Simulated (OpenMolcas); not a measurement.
## BF (SMILES [B]F): the energy, rung by rung

BF has 2 atoms, charge 0, and is taken as a singlet. SMILES: `[B]F`. The coordinates come from a PBE0-D4/def2-TZVP relaxation.

```
atom   x (Å)   y (Å)    z (Å)
   B  0.0000  0.0000  -0.0094
   F  0.0000  0.0000   1.2537
```

Each level gives the energy change with the B1–F2 bond stretched from 1.263 to 2.178 Å (eV). The values are calculated.

```csv
level,kind,program,value (eV),less FCI/STO-3G
SVWN5/STO-3G (restricted),LDA,OpenMolcas,6.22,+0.47
B3LYP/STO-3G (restricted),global hybrid,OpenMolcas,6.37,+0.62
M06-2X/STO-3G (restricted),hybrid meta-GGA,OpenMolcas,6.99,+1.24
PBE0/STO-3G (restricted),global hybrid,OpenMolcas,6.59,+0.84
B2PLYP/STO-3G (restricted),double hybrid,OpenMolcas,6.59,+0.84
MP2/STO-3G (restricted),perturbation theory,OpenMolcas,7.03,+1.28
"SC-NEVPT2(2,2)/STO-3G",multireference,OpenMolcas,6.12,+0.37
CISD/STO-3G (restricted),coupled cluster or CI,OpenMolcas,6.08,+0.33
FCI/STO-3G,exact in the basis,OpenMolcas,5.75,0.00
```

FCI/STO-3G is exact within its basis and frozen core, so for wave-function methods in that basis the difference is their error; functionals converge differently with the basis, so for them it is only a difference. The first shape isn't each level's own minimum. The values span 5.75 to 7.03 eV. All rows use very small basis sets, so even the best lies far from the true value.

Every approximate level makes stretching BF costlier than FCI does, from CISD at +0.33 eV to MP2 at +1.28 eV. As the polar σ bond lengthens, its bonding and antibonding orbitals draw closer in energy, and a single closed-shell determinant keeps too much ionic character where the electrons should be separating onto neutral B and F. The excess probably reflects this growing static correlation, which second-order perturbation theory on such a determinant recovers only in part. CISD and SC-NEVPT2(2,2), which both treat the leading double excitation variationally, come closest to FCI.

Among the functionals, the cost rises with the share of exact exchange from SVWN5 through B3LYP and PBE0 to M06-2X. B2PLYP breaks that order, matching PBE0 despite its much larger share. The low SVWN5 value is therefore no evidence that LDA describes the B–F bond better in general. Nor is the stretch energy a dissociation energy, since the atoms still interact at 2.178 Å.
